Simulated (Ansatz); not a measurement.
**GaH2OF (SMILES [OH][GaH][F]): methods side by side**

GaH2OF: 5 atoms, total charge 0, spin state singlet. As SMILES, `[OH][GaH][F]`. Geometry: optimised at wB97X-V/def2-SVP. This is one conformer, not always the lowest.

Quantity: the adiabatic ionisation energy (to the doublet cation, shapes relaxed at wB97X-V/def2-SVP, no zero-point term), in eV. The values are calculated.

```
            level                 kind  program  value (eV)
    HF/def2-TZVPP         Hartree–Fock   Ansatz        9.44
   PBE/def2-TZVPP                  GGA   Ansatz       11.07
r2SCAN/def2-TZVPP             meta-GGA   Ansatz       11.04
 B3LYP/def2-TZVPP        global hybrid   Ansatz       11.13
   MP2/def2-TZVPP  perturbation theory   Ansatz       11.38
```

All-electron rows without a relativistic Hamiltonian named are non-relativistic. The values span 9.44 to 11.38 eV. In the correlated wave-function rows the outer d shell of Ga is correlated, in sets not made for it.

Hartree–Fock stands apart at 9.44 eV, while the three density functionals lie close together, from 11.04 to 11.13 eV, and MP2 is somewhat higher at 11.38 eV. The low Hartree–Fock value is the expected consequence of missing electron correlation: the neutral closed shell has one more electron pair than the cation, so neglecting correlation destabilises the neutral more and makes ionisation too easy. The size of the deficit suggests a hole with substantial oxygen or fluorine lone-pair character, where pair correlation is strong, rather than one confined to the more diffuse Ga–H bonding electrons. MP2 may overshoot by overestimating the differential pair correlation. Among the functionals, the value does not rise steadily with sophistication, and adding exact exchange in B3LYP changes it little. The results therefore support a correlated ionisation energy well above the Hartree–Fock one, but the closeness of the functionals is not in itself a measure of their accuracy. How much of the energy reflects structural relaxation of the cation cannot be separated without a vertical value.
